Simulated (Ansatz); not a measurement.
**Calibrating PBE-D4/def2-TZVPP on molecular compounds of Ti**

The vertical ionisation energy (cation less neutral) in eV of 7 molecular compounds of Ti: x at PBE-D4/def2-TZVPP, y at CCSD(T)/def2-TZVPP. Shapes, held fixed at every level: PBE0-D4/def2-TZVP. Flexible molecules stand in one conformer, not always the lowest. Programs: Ansatz 0.2.0.

```
                                       molecule  x (eV)  y (eV)
  CH9N3OTi (SMILES C[O][Ti]([NH2])([NH2])[NH2])    8.16    8.80
                                   Ti(OH)3(SeH)    8.81    8.88
   CH4Cl2OSTi (SMILES C[S][Ti]([OH])([Cl])[Cl])    9.07    9.28
                                       Ti(OH)3I    9.26       ?
C3H10O4Ti (SMILES CC(C)[O][Ti]([OH])([OH])[OH])    9.32   10.19
     CH3ClF2STi (SMILES C[S][Ti]([F])([F])[Cl])    9.61    9.83
      C2H5F3OTi (SMILES CC[O][Ti]([F])([F])[F])   10.85   11.65
```

Fit y = c + s·x to the known rows and predict y for Ti(OH)3I.


1. Means of the 6 rows: x = 9.3033, y = 9.772.
2. Σ(Δx)² = 4.0915, Σ(Δx·Δy) = 4.5956, so the slope is 4.5956/4.0915 = 1.1232.
3. Intercept: 9.772 − (1.1232) × 9.3033 = -0.677. The largest residual of the fit is 0.40.
4. Ti(OH)3I: -0.677 + 1.1232 × 9.26 = 9.72 eV.

CCSD(T)/def2-TZVPP gives 9.38 eV, so the prediction is off by +0.34 eV, within the largest residual. Uncorrected, PBE-D4/def2-TZVPP misses Ti(OH)3I by -0.12 eV, and the other rows by 0.47 on average. The line makes this one worse. Left out in turn, the other rows are missed by 0.45 eV on average, no better than no correction. Cations run unrestricted. For atoms past krypton def2 sets carry core potentials with scalar relativity. Relativity is left out for Se. Outer-core shells of I, Se, Ti are correlated, in sets that cover them unevenly.

The PBE-D4 error follows the ligands rather than the size of the ionisation energy. It is small for every molecule with a thiolate, selenolate or iodide ligand, and much larger for the alkoxides that have only oxygen, nitrogen or fluorine donors. Ti(OH)3I and the isopropoxide show this most clearly: PBE-D4 puts them at 9.26 and 9.32 eV, but CCSD(T) at 9.38 and 10.19 eV. No function of x alone can sensibly separate such a pair, so the line gives the iodide a correction that belongs largely to the hard-donor compounds.

Titanium is formally d⁰ throughout, so the electron should come mainly from ligand lone pairs. The compact 2p shells of oxygen and nitrogen probably suffer more from self-interaction and from an overly delocalised hole than the diffuse p shells of sulfur, selenium and iodine. The data therefore favour a correction by donor type over a common line for titanium. The close agreement for the iodide is with CCSD(T) and need not carry over to experiment, where spin-orbit coupling in the iodine p hole also matters.
